## An atom with no moment and a clear signal

Al10 looks wrong. Its site moment is printed as 0.00, yet its isotropic hyperfine constant is −5.2 MHz. That is the size found on N26, a nitrogen atom that touches the copper and has a moment of 0.12 μB.

Ansatz 0.2.0, PBE, plane waves (cutoff 420 eV) with default PAW datasets, scalar-relativistic, spin-polarised, cores allowed to respond. Cu on an Al site in AlN: 32-atom supercell, charge −1, one unpaired electron, 4×4×2 k-point mesh, ions relaxed. The hyperfine constant is A in H = A I·S, from the contact spin density alone.

```csv
atom,like atoms,distance from the defect (Å),site moment (muB),mass number,isotropic hyperfine constant (MHz)
Cu1,1,0.07,0.43,63,-149.7
N26,3,1.98,0.12,14,5.4
N17,1,2.10,0.02,14,-0.3
Al10,3,3.07,0.00,27,-5.2
Al9,3,3.07,0.00,27,4.1
Al3,3,3.11,0.00,27,-4.9
N18,1,3.12,0.00,14,-0.7
N32,1,3.64,0.00,14,-0.6
N19,3,3.65,0.00,14,-0.3
Al2,1,4.93,0.00,27,-1.2
```

The hyperfine constant, A, measures the coupling between the unpaired electron and a nucleus. In a magnetic resonance spectrum it appears as a splitting of the lines, which is how such a defect can be recognised. The isotropic part depends on the spin density at the nucleus itself, whereas the site moment adds up spin over a whole region around the atom.

Two rough, recalled sizes are worth keeping in mind. On nitrogen or aluminium, one whole unpaired outer s electron gives some two to four thousand MHz, because an s orbital is large at the nucleus. One unpaired 2p electron on nitrogen gives far less, because a p orbital vanishes there: about 10 MHz in the free atom, and a few tens of MHz when the nitrogen is bonded, as in simple radicals. A thousandth of an s electron on aluminium can therefore match a sizeable p moment on nitrogen.

## From megahertz to spin at the nucleus

For one unpaired electron, A in MHz is about 800 × g × ρ. Here g is the nuclear g-factor, a property of the isotope, and ρ is the spin density at the nucleus per cubic bohr. A positive ρ means spin parallel to the total moment. The g-factor is roughly 1.5 for the copper and aluminium isotopes and 0.40 for nitrogen-14, so equal spin densities give aluminium almost four times the signal of nitrogen.

For Al10 this gives ρ = −5.2 / (800 × 1.5) = −0.0043 per cubic bohr. The same step for N26 gives +0.017. The two atoms look alike in MHz, but the spin density at the nitrogen nucleus is about four times as large. Half of the puzzle is thus a matter of isotopes.

The other half is how little s spin is needed. A full 3s electron on aluminium would give roughly 3900 MHz, so −5.2 MHz corresponds to −5.2 / 3900, or about −0.0013 of an electron. Two printed decimals would hide that, but rounding is not the whole answer: the unrounded moment of Al10 is some fifty times smaller still. The spin at the nucleus and the net moment are different quantities, and Al3 even has them with opposite signs.

Theory explains how they can part company. An unpaired electron attracts, through exchange, those paired electrons that share its spin direction. The two partners of a pair then occupy slightly different regions. No net moment is added to the crystal as a whole, yet a nucleus can see more of one spin than of the other. An atom may also hold s spin of one direction and p spin of the other. These can cancel in the site moment, but not at the nucleus, where the p orbital vanishes.

## Copper: a large negative value

The charge of −1 belongs to the whole cell. Copper that replaces Al³⁺ in such a cell is formally Cu²⁺, with one hole in its d shell. A d orbital vanishes at the nucleus, so the d spin acts there by polarising s electrons, chiefly those of the inner shells. In 3d ions the usual result is an excess of opposite spin at the nucleus, which accounts for the negative sign of −149.7 MHz. It amounts to about −350 MHz per μB of copper site moment. That ratio is rough, because the site moments add up to only about four fifths of the spin, and the run does not separate the inner-shell share from that of the valence s electrons.

The size is less secure than the sign. A semilocal functional such as PBE underestimates this core polarisation and spreads the hole too far from the metal. The contribution of orbital motion, which can be large for Cu²⁺, is not included at all. The value is therefore a calculated contact term and should not be read as a prediction of the measured splitting.

## Nitrogen: near is not enough

The hole is not confined to copper. The calculated site moments put 0.43 μB on the metal and 0.36 μB on the three N26-type atoms together. Their spin is mostly of p character: 5.4 MHz corresponds to only about 0.003 of a 2s electron on each. Scaled from the free atom, polarisation by the p spin would give only about 1 MHz, but bonded nitrogen is expected to polarise several times more strongly, and the site moment misses part of the p spin. The signal may come from polarisation, from a small direct 2s share, which symmetry allows on these atoms, or from both. The run does not separate them.

N17 is almost as close to the defect, but it holds nearly eight times less moment than N26. If its spin acted at the nucleus as it does on N26, at 45 MHz per μB, its 0.016 μB would give about 0.7 MHz. The table has −0.3 MHz. Both numbers say that the signal is weak, while the sign lies within the uncertainty of so small a spin density.

The crystal itself makes N17 different. In wurtzite, one of the four bonds around a metal site lies along the hexagonal axis, and the single atom N17 sits on it. The other three bonds are equivalent. The copper d orbitals suggest why the hole prefers those three. Of the three copper d orbitals that mix most strongly with nitrogen, one is symmetric about the axis and would be expected to put most of its nitrogen share on N17. The other two form a degenerate pair, which cannot mix with the nitrogen orbital that points along the axis. The moments look as expected for a hole in this pair. Symmetry alone does not choose the pair, but N17 is the more distant neighbour, so the symmetric orbital would be expected to be pushed up less in energy and to stay filled.

The equal shares of the three nitrogen atoms need a caution. In this small cell the bands overlap, so the hole is spread over at least two bands and does not fill one isolated level. If an isolated centre had its hole in one of two degenerate orbitals, it would tend to distort and make the three nitrogen atoms unequal.

## Aluminium: two signs at one distance

Al10 and Al9 are both 3.07 Å from the defect, yet they have −5.2 and +4.1 MHz. No rule based on distance alone can give both. Two effects compete on such an atom. A tail of the hole that reaches the aluminium 3s orbital brings positive spin, whereas polarisation of an aluminium–nitrogen bond brings negative spin.

The second effect works as it does inside copper. A nitrogen atom with unpaired spin draws the bonding electron of the same spin towards itself and leaves its partner nearer the aluminium. Al3 fits this picture: it lies in the same layer as copper, is bonded to N26-type atoms and has −4.9 MHz. Its site moment is nevertheless slightly positive, so spin of the other sign, in p orbitals or in tails from its neighbours, is expected to outweigh the s part.

Of the two groups at 3.07 Å, one is bonded to N26-type atoms and the other to N17. The distances do not distinguish them, but the order in which the run numbers its atoms points to Al10 in the first group and Al9 in the second. The negative sign of Al10 then has the same likely cause as that of Al3. The sizes do not follow a simple count of bonds, however: in this cell each Al3-type atom is bonded to two N26-type atoms and each Al10-type atom to only one, yet their values are nearly equal. How positive spin reaches Al9, whose neighbour N17 holds so little of it, remains open. Spin densities this small are uncertain by their own size, so the signs themselves are provisional.

## What distance does explain

Distance is not irrelevant. An exponential decay was fitted to the magnitudes of ρ on all listed neighbours except N17, which was left out because it holds far less of the hole than N26 at nearly the same distance. It misses the fitted rows by a typical factor of 1.5 and overestimates N17 tenfold. When each row is left out in turn and predicted from the others, the typical miss grows to a factor of about 2.2. The table also lists only 20 of the 32 atoms, and by the lattice geometry some of those left out lie closer than Al2. The output below gives the details. The law is only a rough guide: it needs to be told that N17 is an exception, it gives no signs, and all the fitted rows except N26 have spin densities so small that they are uncertain by their own size.

An inverse cube of the distance does about equally well. This is no sign of a magnetic dipole field, although that field also falls as the inverse cube. The dipole part averages to zero over all directions, and the constants here come from the contact density alone. Over so short a range, two smooth decays are simply hard to tell apart.

The cell limits the outer rows further. Al3 lies halfway between two copper atoms of the repeated cell, and Al2 nearly so along the long edge. N19 is likewise about equally far from two copper atoms, and N32 from three. Their values belong to this dense array of defects, not to one copper atom in a large crystal. Among N17, N18, N32, N19 and Al2, neither the order nor the signs deserve a cause.

The distances are measured from the ideal defect site, and copper itself has moved 0.07 Å away from it. They are therefore not exact bond lengths. The ions were relaxed, and only the cell was held fixed.

## Reading a similar defect

Three questions help in reading a table of this kind, though they do not settle every row. First, which atoms hold the unpaired spin? Here they are copper and three of its four nitrogen neighbours. Second, how does that spin reach the nucleus: directly through an s orbital, or by polarising paired electrons? The answer sets the scale and often the sign.

Third, which isotope is listening? A strong nuclear moment can make a faint spin density look important, as it does for Al10. Distance comes after these three, as a rough guide to how quickly the remaining signals fade.

Printed output of the fit:

```
Contact spin density and unrounded moment:
   row  'density (0.001 per cubic bohr)'  'site moment (0.001 muB)'
   Cu1                            -124.8                      432.1
   N26                             16.88                      118.9
   N17                           -0.9375                      15.62
  Al10                            -4.333                     -0.026
   Al9                             3.417                      0.548
   Al3                            -4.083                      1.206
   N18                            -2.188                      1.486
   N32                            -1.875                       0.21
   N19                           -0.9375                      -0.49
   Al2                                -1                     -0.116
Moment of the three N26-type atoms together (muB): 0.3568
Moment of N26 over moment of N17: 7.615
A per muB of site moment on Cu1 (MHz): -346.5
A per muB of site moment on N26 (MHz): 45.41
Contact density of N26 over that of Al10 (magnitudes): 3.894
Equivalent 2s spin on N26 (0.001 electron): 3
Equivalent 3s spin on Al10 (0.001 electron): -1.333
A that 0.005 electron in Al 3s would give (MHz): 19.5
Order of magnitude of A on N26 from 2p polarisation alone (MHz): 1.189
fit of lrho on 8 rows (keep): constant 4.311 +/- 0.75, coefficient of r -0.9864 +/- 0.22; rms 0.418, worst N19 0.775, leave-one-out rms 0.771
  rows outside the fit (model, value, miss): Cu1 4.241, 4.826, -0.585; N17 2.239, -0.06454, 2.3
Exponential law, typical factor of miss without N17: 1.519
Exponential law, prediction over value for N17: 10.01
Inverse cube law, typical factor of miss without N17: 1.451
Inverse cube law, prediction over value for N17: 10.92
Half the short cell edge (angstrom): 3.113
Half the long cell edge (angstrom): 4.981
```
